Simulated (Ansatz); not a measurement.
## C2O3: the change of pressure and energy above lowest point with volume per atom

All results are calculated (Ansatz 0.2.0 development build). Equation of state of a cubic crystal from periodic Kohn-Sham density functional theory without spin; pressure corrected for the finite basis.

Cell of the first row (space group Pn-3m, No. 224):
```
C2O3
1.0
      4.2992     0.0000     0.0000
      0.0000     4.2992     0.0000
      0.0000     0.0000     4.2992
C O
4 6
Direct
  0.25000 0.25000 0.25000
  0.75000 0.75000 0.25000
  0.75000 0.25000 0.75000
  0.25000 0.75000 0.75000
  0.50000 0.00000 0.00000
  0.00000 0.50000 0.00000
  0.00000 0.00000 0.50000
  0.50000 0.50000 0.00000
  0.50000 0.00000 0.50000
  0.00000 0.50000 0.50000
```

Settings of every row: formula C2O3; structure type cubic X2O3; functional PBE; spin treatment none; k mesh 25x25x25; occupation method fermi-dirac; occupation width 0.061225619 eV; wave cutoff 420 eV; datasets soft-1 PAW; density cutoff ratio 4.

Limits: a cubic model structure, not a phase known at ambient conditions.

| row | volume per atom (Å³) | pressure (GPa) | energy above lowest point (meV/atom) |
| --- | --- | --- | --- |
| 1 | 7.946 | 10.577 | 15.94 |
| 2 | 8.115 | 6.694 | 6.86 |
| 3 | 8.284 | ? | ? |
| 4 | 8.453 | 0.028 | 0 |
| 5 | 8.622 | -2.819 | 1.5 |
| 6 | 8.791 | -5.377 | 5.84 |
| 7 | 8.96 | -7.67 | 12.75 |

Question: what pressure and energy above lowest point should row 3 give?

Worked fit of pressure. Take u = (V_r/V)^(2/3) − 1 with V_r = 8.5375 Å³ an atom, which is twice the finite (Eulerian) strain; such expansions in the strain, on which the Birch-Murnaghan equation of state is built, carry the rest volume and the bulk modulus. The shown rows have u = 0.04903, 0.03441, 0.00665, -0.00654, -0.01932, -0.03169. Least squares give pressure = −1.4334 + 215.693 × u + 596.66 × u² GPa; a straight line predicts inner rows, each left out in turn, worse (root mean square 0.37 against 0.0013 GPa). The rows lie off it by 0.001, -0.001, 0.001, 0.000, 0.001, 0.000. The pressure vanishes at u = 0.0065, or V = 8.455 Å³ an atom, and there the bulk modulus at fixed shape and fractions is B = −V dP/dV = (2/3)(1 + u) dP/du = 150 GPa. The withheld row has u = 0.0203, so the fit gives −1.4334 + 215.693 × (0.0203) + 596.66 × (0.0203)² = 3.191 GPa.

The calculation gave 3.189 GPa. The fit lies 0.002 GPa (0.011 % of the column's range) above it; its largest miss of a shown row is 0.001 GPa.

Worked fit of energy above lowest point. Take u = (V_r/V)^(2/3) − 1 with V_r = 8.5375 Å³ an atom, which is twice the finite (Eulerian) strain; such expansions in the strain, on which the Birch-Murnaghan equation of state is built, carry the rest volume and the bulk modulus. The shown rows have u = 0.04903, 0.03441, 0.00665, -0.00654, -0.01932, -0.03169. Least squares give energy above lowest point = 0.376 − 114 × u + 8754.3 × u² + 930 × u³ meV/atom; a parabola predicts inner rows, each left out in turn, worse (root mean square 0.02 against 0.0093 meV/atom). The rows lie off it by 0.00, 0.00, -0.01, 0.00, 0.00, 0.00. Its lowest point lies at u = 0.0065, or V = 8.455 Å³ an atom, and the curvature there gives the bulk modulus at fixed shape and fractions, B = (4/9)(1 + u)² E″(u)/V = 150 GPa. The withheld row has u = 0.0203, so the fit gives 0.376 − 114 × (0.0203) + 8754.3 × (0.0203)² + 930 × (0.0203)³ = 1.68 meV/atom.

The calculation gave 1.67 meV/atom. The fit lies 0.01 meV/atom (0.063 % of the column's range) above it, one unit of the last digit.
